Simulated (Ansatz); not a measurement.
A series in volume scale on ZnCu

Results calculated with Ansatz 0.2.0, not measured. Free energy against uniform scaling of the volume at fixed shape and fractions; periodic cell, basis, potentials, k mesh and filling as listed.

The cell before it is scaled or strained (space group Pm-3m, No. 221):
```
CELL_PARAMETERS angstrom
2.94500 0.00000 0.00000
0.00000 2.94500 0.00000
0.00000 0.00000 2.94500
ATOMIC_POSITIONS crystal
Zn 0.50000 0.50000 0.50000
Cu 0.00000 0.00000 0.00000
```

Settings of every row: functional PBE; dispersion none; potentials PAW; wave cutoff 500 eV; density cutoff 2000 eV; k mesh 8x8x8; k shift 0x0x0; occupations fermi dirac; smearing width 0.05 eV; spin none.

Limits: coarse k mesh, up to 40 meV an atom off.

| row | volume scale | V (Å³/atom) | energy above lowest point (meV/atom) |
| --- | --- | --- | --- |
| 1 | 0.94 | 12.005 | 34.8 |
| 2 | 0.96 | 12.26 | 19 |
| 3 | 0.98 | 12.516 | 8.3 |
| 4 | 1 | 12.771 | 2.1 |
| 5 | 1.02 | 13.026 | 0 |
| 6 | 1.04 | 13.282 | 1.4 |
| 7 | 1.06 | 13.537 | ? |

Question: what energy above lowest point should row 7 give?

Worked fit of energy above lowest point. Take u = (V_r/V)^(2/3) − 1 with V_r = 12.643 Å³ an atom, which is twice the finite (Eulerian) strain; such expansions in the strain, on which the Birch-Murnaghan equation of state is built, carry the rest volume and the bulk modulus. The shown rows have u = 0.03512, 0.02072, 0.00675, -0.00669, -0.0197, -0.03234. Least squares give energy above lowest point = 4.68 + 456.7 × u + 11190 × u² + 6329 × u³ meV/atom; a parabola predicts inner rows, each left out in turn, worse (root mean square 0.081 against 0.039 meV/atom). All shown rows lie on it to the printed digit. Its lowest point lies at u = -0.0208, or V = 13.05 Å³ an atom, and the curvature there gives the bulk modulus at fixed shape and fractions, B = (4/9)(1 + u)² E″(u)/V = 113 GPa. The withheld row has u = -0.04453, so the fit gives 4.68 + 456.7 × (-0.04453) + 11190 × (-0.04453)² + 6329 × (-0.04453)³ = 6.0 meV/atom.

The calculation gave 6.1 meV/atom. The fit lies 0.1 meV/atom (1.6 % of the value, 0.29 % of the column's range) below it, one unit of the last digit. This row lies beyond the range of the fit.
